# Worked problem: penetration energy of a hydrogen atom and a proton

## Problem

A bare proton B sits at distance $R$ from the nucleus A of a ground-state H atom. The nuclei are clamped point charges and the electron density is frozen. Formulas are in atomic units, and energies are counted from infinite separation, positive for repulsion.

Data:

- normalised 1s number density $\rho(r)=(z^3/\pi)\,e^{-2zr}$, with $z=1\ a_0^{-1}$ for H
- $1\ a_0=0.529177$ Å and $1\ E_h=2625.5$ kJ/mol
- polarisabilities of H (non-relativistic, clamped nucleus) $\alpha_1=9/2\ a_0^3$ and $\alpha_2=15\ a_0^5$, in the convention $E_\text{ind}=-\alpha_1/2R^4-\alpha_2/2R^6-\dots$
- H–H dispersion coefficient $C_6$ of approximately $6.5\ E_h a_0^6$

1. What does the multipole expansion give for the electrostatic energy?
2. Find the full electrostatic energy at $R=2$, $3$ and $5\ a_0$.
3. Replace the proton by a second frozen H atom and compare.
4. Estimate the neglected terms at $R=5\ a_0$.

## Solution

### 1. Multipole result

The atom is neutral and spherical, so its charge and all higher moments about A vanish. Every term of the series is zero. The series assumes that all the atom's charge lies closer to A than the proton does. The 1s tail violates this at any finite $R$, and the energy the series misses is the penetration energy.

### 2. H and a proton

A thin spherical shell of radius $r$ acts on a point outside it as if its charge sat at the centre, and gives the constant potential (charge)$/r$ inside it. The attraction between the cloud and a unit point charge therefore has magnitude

$$V=\frac1R\int_0^R 4z^3r^2e^{-2zr}\,dr+\int_R^\infty 4z^3r\,e^{-2zr}\,dr=\frac1R-e^{-2zR}\left(\frac1R+z\right).$$

Adding the nuclear repulsion $1/R$, setting $z=1$ and restoring units gives

$$E_\text{pen}=\frac1R-V=E_h\,e^{-2R/a_0}\left(1+\frac{a_0}{R}\right).$$

This is positive at every $R$: shells outside the proton contribute $1/r<1/R$, so nucleus A is incompletely screened. It is also smaller than any power of $1/R$ at large $R$, which is why no order of the series contains it.

At $R=3\ a_0=1.588$ Å, with $e^{-6}=2.4788\times10^{-3}$:

- electrons outside radius $R$: $q_\text{out}=e^{-2R}(1+2R+2R^2)=0.06197$
- unscreened repulsion: $q_\text{out}/R=0.020656\ E_h$
- attraction recovered from the outer shells: $e^{-2R}(1+2R)=0.017351\ E_h$
- difference: $E_\text{pen}=0.003305\ E_h=8.677$ kJ/mol

The same number is the small remainder of a nuclear repulsion of $+875.17$ kJ/mol and an electron–proton attraction of $-866.49$ kJ/mol.

### 3. Two H atoms

The Fourier transform of $\rho$ is $f(k)=16z^4/(4z^2+k^2)^2$ and that of $1/r$ is $4\pi/k^2$, so two clouds repel by

$$J=\frac2\pi\int_0^\infty f(k)^2\,\frac{\sin kR}{kR}\,dk=\frac1R-e^{-2zR}\left(\frac1R+\frac{11z}{8}+\frac{3z^2R}{4}+\frac{z^3R^2}{6}\right).$$

The closed form follows from the residue at the fourfold pole $k=2iz$ together with the $1/R$ from $k=0$. As $R\to0$ it tends to $5z/8$, the one-centre 1s repulsion. With one nuclear repulsion, two attractions and $J$, at $z=1$,

$$E_\text{HH}=\frac1R-2V+J=e^{-2R}\left(\frac1R+\frac58-\frac{3R}{4}-\frac{R^2}{6}\right),$$

which changes sign at $R=1.38\ a_0$ and is negative beyond.

| $R/a_0$ | $R$/Å | $e^{-2R/a_0}$ | $E_\text{pen}/E_h$ | $E_\text{pen}$/(kJ/mol) | $E_\text{HH}$/(kJ/mol) |
|---|---|---|---|---|---|
| 2 | 1.058 | $1.8316\times10^{-2}$ | $2.7473\times10^{-2}$ | $+72.13$ | $-50.09$ |
| 3 | 1.588 | $2.4788\times10^{-3}$ | $3.3050\times10^{-3}$ | $+8.677$ | $-18.17$ |
| 5 | 2.646 | $4.5400\times10^{-5}$ | $5.4480\times10^{-5}$ | $+0.1430$ | $-0.8453$ |

The digits belong to the frozen-density model. To see the reversal of sign, note that atom A sets up the potential $\phi(s)=e^{-2s}(1+1/s)$ at distance $s$. Proton B costs $\phi(R)$. The electron of B gains the average of $\phi$ over its cloud,

$$\langle\phi\rangle_B=V-J=e^{-2R}\left(\frac38+\frac{3R}{4}+\frac{R^2}{6}\right),$$

which is large because that cloud reaches into the region near A where $\phi$ rises steeply. At $3\ a_0$ the balance is $0.003305-0.010225=-0.006920\ E_h$.

### 4. What is left out at $R=5\ a_0$

**Induction.** The proton polarises the atom. The two leading undamped terms are $-9/(4R^4)=-0.0036\ E_h=-9.5$ kJ/mol and $-15/(2R^6)=-1.3$ kJ/mol. The first is 66 times $E_\text{pen}$ in magnitude. The ratio of second to first is $10/(3R^2)$, or 0.13 here and 0.83 at $2\ a_0$, where the series is of no use.

**Resonance.** The electron can sit on either proton at equal energy. Let $a$ and $b$ be the frozen 1s orbitals, $H$ the Hamiltonian including $1/R$, and $E_H=-\tfrac12\ E_h$. Since $a$ and $b$ are eigenfunctions of their own atomic Hamiltonians,

$$\langle a|H|a\rangle-E_H=E_\text{pen},\qquad K=\langle a|H|b\rangle-E_HS=\frac SR-\langle a|r_A^{-1}|b\rangle .$$

With $S=e^{-R}(1+R+R^2/3)$ and $\langle a|r_A^{-1}|b\rangle=e^{-R}(1+R)$, this gives $K=e^{-R}(1/R-2R/3)$, and the states $a\pm b$ lie at

$$E_\pm-E_H=\frac{E_\text{pen}\pm K}{1\pm S}.$$

Here $S=0.0966$ and $K=-0.0211\ E_h=-55$ kJ/mol, so the $\sigma_g$ state is at $-50$ kJ/mol and the $\sigma_u$ state at $+62$ kJ/mol, polarisation not included. $K$ decays as $e^{-R}$ and $E_\text{pen}$ as $e^{-2R}$.

**The H–H case.** Dispersion gives $-C_6/R^6=-1.1$ kJ/mol. The Heitler–London exchange integral $\langle ab|H-2E_H|ba\rangle$, with $H$ now the two-electron Hamiltonian, evaluates to $-5.8$ kJ/mol and enters with a plus sign for the singlet and a minus sign for the triplet. Both exceed $|E_\text{HH}|$.

$E_\text{pen}$ is thus the exact first-order Coulomb term for the frozen atom, suited to testing a penetration or damping correction in a force field, but at $5\ a_0$ it is a minor part of the H$_2^+$ interaction energy.